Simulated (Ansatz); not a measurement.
# TiZn: energy above lowest point as volume scale varies

Results calculated with Ansatz 0.2.0, not measured. Free energy against uniform scaling of the volume at fixed shape and fractions; periodic cell, basis, potentials, k mesh and filling as listed.

The cell before it is scaled or strained (space group Pm-3m, No. 221):
```
cell vectors (Å)
   3.1237     0.0000     0.0000
   0.0000     3.1237     0.0000
   0.0000     0.0000     3.1237
atoms (fractions of the cell vectors)
Ti  0.50000  0.50000  0.50000
Zn  0.00000  0.00000  0.00000
```

Settings of every row: functional PBEsol; dispersion none; potentials all-electron LAPW; k mesh 9x9x9; k shift 0x0x0; occupations fermi dirac; smearing width 0.1 eV; spin none; basis error target 0.0005 eV/atom.

Limits: coarse k mesh, up to 40 meV an atom off; the cell comes from a prototype or a list of computed structures and needn't be the stable phase.

```csv
row,volume scale,V (Å³/atom),energy above lowest point (meV/atom)
1,0.94,14.325,9.5
2,0.96,14.63,2
3,0.98,14.935,0
4,1,15.24,2.8
5,1.02,15.545,10
6,1.04,15.849,?
7,1.06,16.154,35.7
```

Question: what energy above lowest point should row 6 give?

Worked fit of energy above lowest point. Take u = (V_r/V)^(2/3) − 1 with V_r = 15.088 Å³ an atom, which is twice the finite (Eulerian) strain; such expansions in the strain, on which the Birch-Murnaghan equation of state is built, carry the rest volume and the bulk modulus. The shown rows have u = 0.0352, 0.02076, 0.00682, -0.00666, -0.0197, -0.04449. Least squares give energy above lowest point = 0.83 − 209.3 × u + 12920 × u² meV/atom; a straight line predicts inner rows, each left out in turn, worse (root mean square 8.1 against 0.044 meV/atom). The rows lie off it by 0.0, -0.1, 0.0, 0.0, 0.0, 0.0. Its lowest point lies at u = 0.0081, or V = 14.91 Å³ an atom, and the curvature there gives the bulk modulus at fixed shape and fractions, B = (4/9)(1 + u)² E″(u)/V = 125 GPa. The withheld row has u = -0.03227, so the fit gives 0.83 − 209.3 × (-0.03227) + 12920 × (-0.03227)² = 21.0 meV/atom.

The calculation gave 21.1 meV/atom. The fit lies 0.1 meV/atom (0.28 % of the column's range) below it, one unit of the last digit.
